## Appendix: Dissociation of H$_2^+$ in LSDA and PBE

Formulas use atomic units ($E_h=27.21$ eV, $a_0=0.529$ Å). Energies are relative to each method's own H + H$^+$. Put hole fraction $f$ on one centre and $1-f$ on the other. The exact energy is independent of $f$ at $R\to\infty$. In a semilocal functional each atom departs from the line between its integer charges by roughly $-\tfrac C2f(1-f)$. Nuclear repulsion $1/R$ and electron–far-nucleus attraction $-1/R$ cancel, but the intercentre Hartree term $f(1-f)/R$, which exact exchange removes, survives:

$$\Delta E=-(C-1/R)\,f(1-f).$$

For $C>1/R$ the minimum is $f=\tfrac12$, with $\Delta E=-C/4+1/(4R)$. For $C<0$ that point is a maximum and the hole localises. Many-electron Hartree–Fock is typically concave and has no $1/R$ term; for H$_2^+$ it is exact.

### Estimate by hand

The 1s self-repulsion is $U=\tfrac5{16}E_h\approx8.5$ eV. Assume that exchange cancels it for a whole electron and that the orbital is rigid. For $q$ electrons Hartree scales as $q^2$ and local exchange as $q^{4/3}$, so two half-atoms give

$$\Delta_\infty\approx U\left(\tfrac12-2^{-1/3}\right)\approx8.5\,(0.5-0.79)\approx-2.5\ \text{eV},$$

or $C\approx10$ eV. The tail is $14.4/4=3.6$ eV Å$/R$.

### Careful calculation

Take the spin-polarised density $n=q\zeta^3e^{-2\zeta r}/\pi$ and exchange only, $E_x=-\tfrac34(6/\pi)^{1/3}\int n^{4/3}F(s)\,d^3r$ with $s=|\nabla n|/[2(6\pi^2)^{1/3}n^{4/3}]$. LSDA has $F=1$; PBE has $F=1+\kappa-\kappa/(1+\mu s^2/\kappa)$, $\kappa=0.804$, $\mu\approx0.2195$. Every potential term is linear in $\zeta$:

$$E=\tfrac12q\zeta^2-\zeta\left[q-\tfrac5{16}q^2+aq^{4/3}\bar F_q\right],\qquad a=\tfrac{81}{256}6^{1/3}\pi^{-2/3}=0.2680 .$$

Here $s=e^{2\zeta r/3}/(6\pi q)^{1/3}$, and partial fractions in $e^{4\zeta r/3}$ give the $n^{4/3}$-weighted mean

$$\bar F_q=1+8\kappa x\left[1+x\,\mathrm{Li}_3(-1/x)\right],\qquad x=\mu/[\kappa(6\pi q)^{2/3}].$$

Minimising yields $\zeta_q=1-\tfrac5{16}q+aq^{1/3}\bar F_q$ and $E=-\tfrac12q\zeta_q^2$, hence $\Delta_\infty=\tfrac12(\zeta_1^2-\zeta_{1/2}^2)\equiv-C/4$.

| | $\bar F_1$ | $\bar F_{1/2}$ | $\zeta_1$ | $\zeta_{1/2}$ | $\Delta_\infty$ (eV) | $C$ (eV) |
|---|---|---|---|---|---|---|
| LSDA | 1 | 1 | 0.9555 | 1.0565 | −2.76 | 11.1 |
| PBE | 1.1414 | 1.1939 | 0.9934 | 1.0977 | −2.97 | 11.9 |

The parabola is approximate: the local LSDA curvature at $q=\tfrac12$ is 12.1 eV. The LSDA crossover $R=1/C=1.3$ Å lies in the bonding region, so $f=\tfrac12$ throughout stretching.

Omitted LSDA correlation raises $\Delta_\infty$, to first order, by less than 0.06 eV: $r_s$ grows uniformly by $2^{1/3}\zeta_1/\zeta_{1/2}=1.14$, and $d\epsilon_c/d\ln r_s$ stays below its high-density value $(1-\ln2)/2\pi^2$. In PBE the shift is a difference of two terms of approximately $-0.16$ eV. The model's limits are therefore $-2.8$ and $-3.0$ eV, to about 0.1 eV, against an exact zero.

At 5 Å the tail is $+0.72$ eV, while the exact ground state, $-9/(4R^4)-(2/e)Re^{-R}$ asymptotically, lies at $-0.02$ eV. Borrowing that resonance term for the functional, $1/(4R)-(2/e)Re^{-R}$ peaks where $R^2(R-1)e^{-R}=e/8$. The model's barrier is near 3.5 Å, about 0.9 eV above the spurious limit.

### Why the two differ

Since $E(\zeta_q)-E(1)=-\tfrac12q(\zeta_q-1)^2$, the result splits exactly (eV, rounded separately):

| Term | LSDA | PBE |
|---|---|---|
| estimate, unrounded | −2.50 | −2.50 |
| $-(U-a\bar F_1)(1-2^{-1/3})$ | −0.25 | −0.04 |
| $-2^{-1/3}a(\bar F_{1/2}-\bar F_1)$ | 0 | −0.30 |
| $\tfrac12[(\zeta_1-1)^2-(\zeta_{1/2}-1)^2]$ | −0.02 | −0.13 |

Splitting the electron saves half the Hartree energy and costs the fraction $1-2^{-1/3}=0.21$ of the exchange. LSDA exchange at $\zeta=1$ is 7.3 eV rather than 8.5 eV, so the cost is smaller than assumed. Relaxation nearly cancels, because the atom expands and the half-atom contracts by similar amounts.

PBE exchange, 8.3 eV, almost meets the cancellation assumption but breaks the $q^{4/3}$ scaling: halving the density raises $s$ by $2^{1/3}$, and the larger enhancement favours the half-atoms. The whole atom then barely relaxes, so nothing offsets the half-atom's contraction. All corrections share one sign and total 0.27 eV (LSDA) and 0.47 eV (PBE). They stay small because the leading term rests only on the exponents 2 and 4/3. The tail is the same in both treatments, being the electrostatics of two charges $+\tfrac12$.